## Estimating one gap from another

When the description of the atomic cores in a crystal is changed, do all its empty electron levels move together? If they did, every gap measured from the same valence level would change by the same amount. The case studied here is a hexagonal form of diamond in which the stacking of the carbon layers repeats after six layers. Its answer is no, but the levels move in a regular enough way to allow an estimate by hand.

Two gaps are compared. The column "gap" gives the energy from the highest occupied level to the lowest empty level anywhere on the mesh; call it $E_i$, since it is an indirect gap. The column "direct gap", $E_d$, joins an occupied and an empty level at the same point of the mesh, here the zone centre. The highest occupied level also lies at the zone centre, so both gaps start from the same level and end on different ones.

Band gaps of a hexagonal diamond polytype (carbon, P6_3/mmc, 12 atoms per cell) from Kohn-Sham DFT with PBE, without spin polarisation or spin-orbit coupling, in a fixed, unrelaxed cell. Both gaps are taken on a 12×12×3 k mesh; the basis column gives the plane-wave cutoff or, for LAPW, the target basis error.

```tsv
program	potentials	basis	gap (eV)	direct gap (eV)
GPAW	GPAW PAW data sets (gpaw data 1.2.1)	800 eV	4.381	5.306
Ansatz LAPW	all electron LAPW, scalar relativistic	0.001 eV/atom basis error	4.388	5.309
Quantum ESPRESSO	SSSP 1.3 efficiency PBE	748 eV	4.395	5.313
JDFTx	PseudoDojo SR PBE 0.5 standard	1116 eV	4.434	5.336
ABACUS	PseudoDojo NC SR 0.4.1 PBE standard	1116 eV	4.434	5.336
DFTK	dojo.nc.sr.pbe.v0_4_1.standard	1116 eV	4.435	5.336
```

### What changes between the rows

The structure, the density functional and the mesh are the same throughout. The rows differ in how each program represents the cores and in the basis for the electron waves. The all-electron LAPW run treats the core electrons explicitly and serves as the reference. The other runs replace the strong potential near each nucleus by a smoother description, either a projector-augmented wave (PAW) data set, as in GPAW and Quantum ESPRESSO, or a norm-conserving pseudopotential.

The potential sorts the results more clearly than the name of the program does. JDFTx, ABACUS and DFTK use PseudoDojo potentials with the same cutoff, and their gaps agree within about 1 meV. They lie about 46 meV above the LAPW value, whereas the two PAW runs stay within 7 meV of it. For judging a rule, the three PseudoDojo rows therefore count as one case.

The direct gap also rises in the PseudoDojo rows, but only by 27 meV. Because both gaps start from the same valence level, a movement of that level alone would have changed them equally. The unequal changes show that the two empty levels have moved relative to each other. Their separation, which is the direct gap less the indirect gap, shrinks from 0.921 eV in LAPW to about 0.902 eV with PseudoDojo.

### Why the two gaps move unequally

A pseudopotential replaces the strong potential near a nucleus by a very different one, built so that valence electrons outside that region hardly notice the exchange. A small error remains, and it acts close to the nuclei. Each electron state feels this error according to how much of its density lies there and with what angular shape. The two empty states belong to different wave vectors and have different shapes, so they can feel it differently. A gap changes only by the difference between what its upper and its lower state feel.

First-order perturbation theory puts this into one line. Let $\delta V$ be a small effective potential that stands for this remaining error (not for the whole difference between the two potentials), $v$ the valence top, $m$ the lowest empty state on the mesh and $z$ the lowest empty state at the zone centre. With angle brackets for the average over a state,

$$
\delta E_i=\langle\delta V\rangle_m-\langle\delta V\rangle_v,\qquad
\delta E_d=\langle\delta V\rangle_z-\langle\delta V\rangle_v .
$$

Suppose that two potentials err in much the same places and differ chiefly in the strength of the error. Doubling $\delta V$ then doubles both gap shifts and leaves their ratio unchanged. This argument gives a reason to expect proportional shifts, but it does not supply the ratio, which depends on the three states. Potentials whose errors have different shapes may well have different ratios.

### The rule and two estimates

For this crystal the ratio can be rounded to one half. The rule needs one pair of reference gaps, marked by a superscript zero and taken from the LAPW row:

$$
E_d\approx E_d^{0}+\tfrac12\left(E_i-E_i^{0}\right).
$$

Take ABACUS first and pretend that only its indirect gap is known. That gap exceeds the reference by $4.434-4.388=0.046$ eV. Half of this is 0.023 eV, which is added to the reference direct gap:

$$
E_d\approx 5.309+0.023=5.332\ \text{eV}.
$$

The program itself gives 5.336 eV, so the estimate is 4 meV too low. It has caught most of the shift, though not all of it.

For Quantum ESPRESSO the indirect gap lies 7 meV above the reference, and the rule adds about 4 meV to the direct gap. The result agrees with the computed 5.313 eV to within 1 meV. This success is less telling than the ABACUS estimate, because there was hardly any shift to predict.

The factor was rounded with the whole table in view, so neither estimate is a blind test. A modest test is still possible. The two PAW rows differ by 14 meV in the indirect gap and by 7 meV in the direct gap, which by themselves give a factor of one half. The unrounded gaps of the same runs give slightly less than that. Applied to PseudoDojo, a factor of one half predicts a direct-gap shift of 23 meV, where the computed one is 27 meV. The size is about right, but the PseudoDojo ratio is nearer 0.6. Since PseudoDojo supplies the only large shift, a factor of 0.6 would miss no row by much more than 1 meV; one half is merely the easier number and the one the PAW pair suggests. The test is also a weak one, since the two PAW runs use different cutoffs and part of their small difference may come from the basis.

### How good the estimate is

Over the whole table the rule misses the computed direct gap by at most 4 meV. Set against a gap of more than 5 eV this looks superb, but that comparison flatters the rule. Simply repeating the LAPW direct gap for every program would be wrong by no more than 27 meV, or half a percent. The fair measure is the shift to be predicted, and of the PseudoDojo shift the rule misses about one seventh.

A more serious competitor is the rigid shift, in which all empty levels move by the same amount relative to the valence top. This picture is attractive because it needs only one number. Here it overestimates the PseudoDojo direct gap by about 20 meV, five times the largest miss of the half rule. The analysis printed after the text compares the two for each row.

The rule should be used in the direction in which it is written. Going from the direct gap back to the indirect one means doubling a shift, and any error is doubled with it. For PseudoDojo this gives $2\times27=54$ meV, where the computed shift is 46 meV.

### What the shift does and does not reveal

It is tempting to blame the PseudoDojo shift on the frozen core, since only LAPW lets the core electrons respond. Yet the PAW runs freeze the core as well and stay close to LAPW. Freezing the core is therefore not enough to produce the shift.

The occupied levels offer a further clue. In the same calculations, a zone-centre level about 1 eV below the valence top keeps its distance from that top to within 4 meV in all programs. This clue is weaker than it looks. The 4 meV change falls on the PseudoDojo rows and is about 0.4 percent of that distance, close to the half percent by which the direct gap moves; only the indirect gap, at about 1 percent, stands out. Nor is height in energy the key, since the higher of the two empty levels is the one that moves less. Angular shape is the likelier cause. The valence top and the lowest empty level at the zone centre are both twofold in these runs, so both are expected to be built mainly from p orbitals lying in the layers, and their errors should partly cancel. The minimum away from the zone centre is expected, as in cubic diamond, to have less p and some s character, so that less cancels. This remains a guess: the three programs also share a cutoff, so their agreement would not expose a basis error common to them all.

### Where the rule stops

The reference pair must belong to the same crystal in the same shape. The cell here is unrelaxed and under several gigapascals of compression along the stacking axis, and strain moves the band edges on its own account. If the reference came from a relaxed cell, the rule would mistake an effect of strain for an effect of the potential. In a study of strain it is therefore wise to keep one potential throughout, so that much of its error cancels from the changes in the gap.

The mesh must be the same for a similar reason. The true conduction minimum may fall between mesh points, in which case the tabulated indirect gap is somewhat too large. The direct gap at the zone centre does not share this error. A reference from another mesh could thus change $E_i$ while leaving $E_d$ where it was, and the factor of one half would no longer apply.

Finally, the rule carries a result from one potential to another within the same density functional. PBE makes the gaps of diamond-like carbon too small by roughly 1 eV, far more than any difference between these programs. All rows share that error, and so does every estimate made from them. Agreement within a few millielectronvolts means that the programs solve nearly the same equations, not that the gap is known so well in nature.

For another crystal, the reasoning can be carried over but the factor cannot. Two empty states of similar shape near the nuclei should shift almost equally, which brings the factor close to one. States of different shape should part company, as they do here. One further pair of gaps, computed with a second potential on the same cell and mesh, is enough for a first estimate of the new factor, provided that the shifts are well above the rounding of the printed gaps. That factor belongs to the pair of potentials as well as to the crystal: even here the ratio taken from LAPW runs from about 0.4 for GPAW to about 0.6 for PseudoDojo, although the GPAW shifts are small.

The analysis program printed:

```
Shifts from LAPW and the half rule:
               row  indirect shift (meV)  direct shift (meV)  estimated direct gap (eV)  estimate less computed (meV)
              GPAW                    -7                  -3                      5.306                          -0.5
       Ansatz LAPW                     0                   0                      5.309                             0
  Quantum ESPRESSO                     7                   4                      5.312                          -0.5
             JDFTx                    46                  27                      5.332                            -4
            ABACUS                    46                  27                      5.332                            -4
              DFTK                    47                  27                      5.332                          -3.5
Rival and level separation:
               row  rigid-shift estimate less computed (meV)  direct less indirect gap (eV)
              GPAW                                        -4                          0.925
       Ansatz LAPW                                         0                          0.921
  Quantum ESPRESSO                                         3                          0.918
             JDFTx                                        19                          0.902
            ABACUS                                        19                          0.902
              DFTK                                        20                          0.901
Mean PseudoDojo shift of the indirect gap, meV: 46.33
Mean PseudoDojo shift of the direct gap, meV: 27
PseudoDojo shift of the indirect gap, percent of the LAPW gap: 1.056
Ratio of direct to indirect shift, PseudoDojo rows: 0.5827
Indirect gap difference between the two PAW rows, meV: 14
Direct gap difference between the two PAW rows, meV: 7
Ratio of these differences, PAW rows only: 0.5
Lowest PAW ratio allowed by rounding to 1 meV: 0.4
Highest PAW ratio allowed by rounding to 1 meV: 0.6154
Largest miss of the half rule, meV: 4
Largest miss of the rigid shift, meV: 20
Largest miss if the direct gap is left at the LAPW value, meV: 27
Spread of the third occupied zone-centre level, meV: 4
```
